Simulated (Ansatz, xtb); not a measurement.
## BGaH3N: which of two isomers lies lower

We compare X, `B=[N][GaH2]`, a singlet, with Y, `B[NH][Ga]`, a singlet. Both are isolated molecules in the gas phase, relaxed with B3LYP/6-31G*; the shapes shown needn't be the lowest conformers.

X (Å):

```xyz
6

B    -0.8259   -0.1796   -0.7763
Ga   -2.0890    2.2858    0.5986
N    -1.3386    0.8215   -0.2182
H    -0.3472   -1.1143   -1.2974
H    -1.2453    3.6111    0.5982
H    -3.5141    2.0948    1.2317
```

Y (Å):

| atom | x (Å) | y (Å) | z (Å) |
| --- | --- | --- | --- |
| B | -0.3198 | -0.5263 | 0.1245 |
| Ga | -0.2154 | 0.4983 | -2.4075 |
| N | -0.4922 | 0.7152 | -0.4922 |
| H | -0.4259 | -0.7156 | 1.3040 |
| H | -0.7231 | 1.5327 | 0.0648 |
| H | -0.0450 | -1.4599 | -0.6032 |

Q: Estimate which is lower in electronic energy at CCSD(T)/def2-TZVPP, and by roughly how much.

A: The CCSD(T)/def2-TZVPP calculation puts structure Y lower, by 79.8 kJ/mol.

How the difference moves with the method:

```tsv
level	geometry	E(Y) − E(X) (kJ/mol)	departure from the last row (kJ/mol)	job, with rough time for the two
GFN2-xTB	GFN2-xTB	−117.8	−37.9	optimisation, 0.38 s
HF/STO-3G	GFN2-xTB	+47.2	+127.0	single point, 2.5 s
r2SCAN-D4/def2-SVP	GFN2-xTB	−72.5	+7.3	single point, 6.1 s
B3LYP/6-31G*	B3LYP/6-31G*	−110.3	−30.5	optimisation, 69 s
HF/def2-TZVPP	B3LYP/6-31G*	−80.5	−0.6	part of the CCSD(T) run
MP2/def2-TZVPP	B3LYP/6-31G*	−68.5	+11.3	part of the CCSD(T) run
CCSD(T)/def2-TZVPP	B3LYP/6-31G*	−79.8		single point, 2 min
```

As drawn, Y has 1 B–N, 1 B–H, 1 N–H in place of 1 B=N, 2 Ga–H.

HF/STO-3G puts the two in the other order. The largest departure from CCSD(T)/def2-TZVPP is that of HF/STO-3G, 127.0 kJ/mol.

With harmonic frequencies from B3LYP/6-31G* (ideal gas, rigid rotor, one conformer each, 298.15 K, 1 atm): on the last row, ΔE + ΔZPE = −61.3, ΔH = −62.8, ΔG = −62.9 kJ/mol.

The correlated steps freeze 11 core orbitals; the filled d shell of Ga is correlated, in a basis made for valence electrons. Programs: Ansatz 0.2.0, xtb 6.7.1; the last row on 1 thread of Intel(R) Xeon(R) Processor @ 2.50GHz (Skylake/Cascade Lake) on a shared host.

Y's preference reflects a redistribution of hydrogen and a change in gallium's oxidation state. X is an iminoborane carrying a Ga(III) dihydride group, whereas Y is an aminoborane bound to Ga(I). Going to Y weakens the B–N π bonding, but replaces two relatively weak Ga–H bonds with stronger B–H and N–H bonds and leaves gallium with a largely 4s lone pair. That exchange probably outweighs the lost π bonding.

The stiffer B–H and N–H vibrations raise Y's zero-point energy, which narrows the gap to −61.3 kJ/mol without changing the order; entropy hardly matters.

Hartree–Fock in the larger basis already favours Y, so the reversal with STO-3G points chiefly to the inflexible minimal basis rather than to missing correlation. The close agreement between HF/def2-TZVPP and CCSD(T) suggests that correlation contributions largely cancel between the isomers, not that they are small in each. The energies establish the order of these two structures, but not how readily X would convert to Y.
